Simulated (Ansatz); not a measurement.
Ti4C3: the change of pressure and energy over elements with volume per atom

Results calculated with Ansatz 0.2.0, not measured. Density functional energy, stress (positive in compression), forces and moments (in spheres) of a cell at fixed atoms, energy at zero smearing over the elements' standard states in the same functional; plane waves with PAW datasets, Gamma-centred k mesh.

Cell of the first row (space group Pm-3m, No. 221):
```
cell vectors (Å)
   4.1305     0.0000     0.0000
   0.0000     4.1305     0.0000
   0.0000     0.0000     4.1305
atoms (fractions of the cell vectors)
Ti  0.00000  0.00000  0.00000
Ti  0.00000  0.50000  0.50000
Ti  0.50000  0.00000  0.50000
Ti  0.50000  0.50000  0.00000
C   0.50000  0.00000  0.00000
C   0.00000  0.50000  0.00000
C   0.00000  0.00000  0.50000
```

Settings of every row: functional PBE; dispersion none; spin none; wave cutoff 420 eV; k mesh 10x10x10; occupations gaussian; smearing width 0.1 eV.

Limits: the cell comes from a prototype or a list of computed structures and needn't be the stable phase.

```csv
row,volume per atom (Å³),pressure (GPa),energy over elements (eV/atom)
1,10.067,35.88,-0.5662
2,10.411,24.78,-0.6309
3,10.754,15.24,-0.6735
4,11.097,?,?
5,11.783,-6.08,-0.6977
6,12.127,-11.3,-0.6789
7,12.584,-17.13,-0.6381
```

Question: what pressure and energy over elements should row 4 give?

Worked fit of pressure. Take u = (V_r/V)^(2/3) − 1 with V_r = 11.268 Å³ an atom, which is twice the finite (Eulerian) strain; such expansions in the strain, on which the Birch-Murnaghan equation of state is built, carry the rest volume and the bulk modulus. The shown rows have u = 0.07803, 0.05415, 0.03162, -0.02935, -0.0478, -0.07099. Least squares give pressure = 3.399 + 347.38 × u + 850.4 × u² + 422 × u³ GPa; a parabola predicts inner rows, each left out in turn, worse (root mean square 0.065 against 0.016 GPa). The rows lie off it by 0.00, 0.01, -0.01, -0.01, 0.01, 0.00. The pressure vanishes at u = -0.0100, or V = 11.44 Å³ an atom, and there the bulk modulus at fixed shape and fractions is B = −V dP/dV = (2/3)(1 + u) dP/du = 218 GPa. The withheld row has u = 0.01025, so the fit gives 3.399 + 347.38 × (0.01025) + 850.4 × (0.01025)² + 422 × (0.01025)³ = 7.05 GPa.

The calculation gave 7.04 GPa. The fit lies 0.01 GPa (0.019 % of the column's range) above it, one unit of the last digit.

Worked fit of energy over elements. Take u = (V_r/V)^(2/3) − 1 with V_r = 11.268 Å³ an atom, which is twice the finite (Eulerian) strain; such expansions in the strain, on which the Birch-Murnaghan equation of state is built, carry the rest volume and the bulk modulus. The shown rows have u = 0.07803, 0.05415, 0.03162, -0.02935, -0.0478, -0.07099. Least squares give energy over elements = −0.70257 + 0.3571 × u + 17.824 × u² eV/atom; a straight line predicts inner rows, each left out in turn, worse (root mean square 0.035 against 6.4e-05 eV/atom). The rows lie off it by 0.0000, 0.0001, 0.0000, 0.0000, 0.0000, 0.0000. Its lowest point lies at u = -0.0100, or V = 11.44 Å³ an atom, and the curvature there gives the bulk modulus at fixed shape and fractions, B = (4/9)(1 + u)² E″(u)/V = 217 GPa. The withheld row has u = 0.01025, so the fit gives −0.70257 + 0.3571 × (0.01025) + 17.824 × (0.01025)² = -0.6970 eV/atom.

The calculation gave -0.6971 eV/atom. The fit lies 0.0001 eV/atom (0.076 % of the column's range) above it, one unit of the last digit.
